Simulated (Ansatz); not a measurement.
# A correction line for B2PLYP/def2-TZVPP: vertical ionisation energy

The vertical ionisation energy (cation less neutral) in eV of 8 molecular compounds of Nb: x at B2PLYP/def2-TZVPP, y at CCSD(T)/def2-TZVPP. Shapes, held fixed at every level: PBE0-D4/def2-TZVP. Flexible molecules stand in one conformer, not always the lowest. Programs: Ansatz 0.2.0.

| molecule | x (eV) | y (eV) |
| --- | --- | --- |
| C2H10NNbO4 (SMILES C[N](C)[Nb]([OH])([OH])([OH])[OH]) | 8.39 | 8.50 |
| C2H8ClN2Nb (SMILES C[N]=[Nb]([CH3])([NH2])[Cl]) | 9.34 | 9.40 |
| C3H9F3NNbO (SMILES C[O][Nb]([F])([F])([F])[N](C)C) | 9.34 | ? |
| CH5ClNNbOS (SMILES C[O][Nb]([NH2])(=[S])[Cl]) | 9.55 | 9.59 |
| C3H10NNbO3 (SMILES C[O][Nb](=[NH])([O]C)[O]C) | 9.55 | 9.63 |
| Nb(NH2)(OH)2O | 10.12 | 10.16 |
| NbCl5 (niobium pentachloride) | 11.07 | 11.19 |
| Nb(OH)3F2 | 11.95 | 11.97 |

Task: Fit y = c + s·x to the known rows and predict y for C3H9F3NNbO.

Result: 
1. Means of the 7 rows: x = 9.9957, y = 10.063.
2. Σ(Δx)² = 8.3944, Σ(Δx·Δy) = 8.2979, so the slope is 8.2979/8.3944 = 0.9885.
3. Intercept: 10.063 − (0.9885) × 9.9957 = 0.182. The largest residual of the fit is 0.065.
4. C3H9F3NNbO: 0.182 + 0.9885 × 9.34 = 9.41 eV.

CCSD(T)/def2-TZVPP gives 9.48 eV, so the prediction is off by -0.07 eV, about the largest residual. Uncorrected, B2PLYP/def2-TZVPP misses it by -0.14 eV, and the other rows by 0.07 on average. The line removes about 50 % of this miss. Left out in turn, the other rows are missed by 0.04 eV on average. Cations run unrestricted. For atoms past krypton def2 sets carry core potentials with scalar relativity. Outer-core shells of Nb are correlated, in sets that cover them unevenly.

All these molecules are formally Nb(V) with an empty 4d shell, so ionisation should remove an electron mainly from the ligands. This explains the broad ordering: a dimethylamido nitrogen lone pair is easily ionised, whereas the oxygen and fluorine lone pairs of Nb(OH)3F2 are held much more tightly. Replacing hydroxide with the more electronegative, weaker π-donor fluoride probably also stabilises the amide lone pair, in line with the higher value for C3H9F3NNbO than for C2H10NNbO4.

B2PLYP lies below CCSD(T) in every row, but the shortfall doesn't follow the ionisation energy steadily. With a slope close to one, the line acts mostly as a uniform upward shift. Its limit is plain at x = 9.34 eV, where two compounds have reference values of 9.40 and 9.48 eV, which no function of x alone can reproduce. The remaining scatter may reflect how the double hybrid treats holes of different ligand character and delocalisation. The fit supports a modest correction for similar d0 compounds, not for ionisation from an occupied niobium d shell.
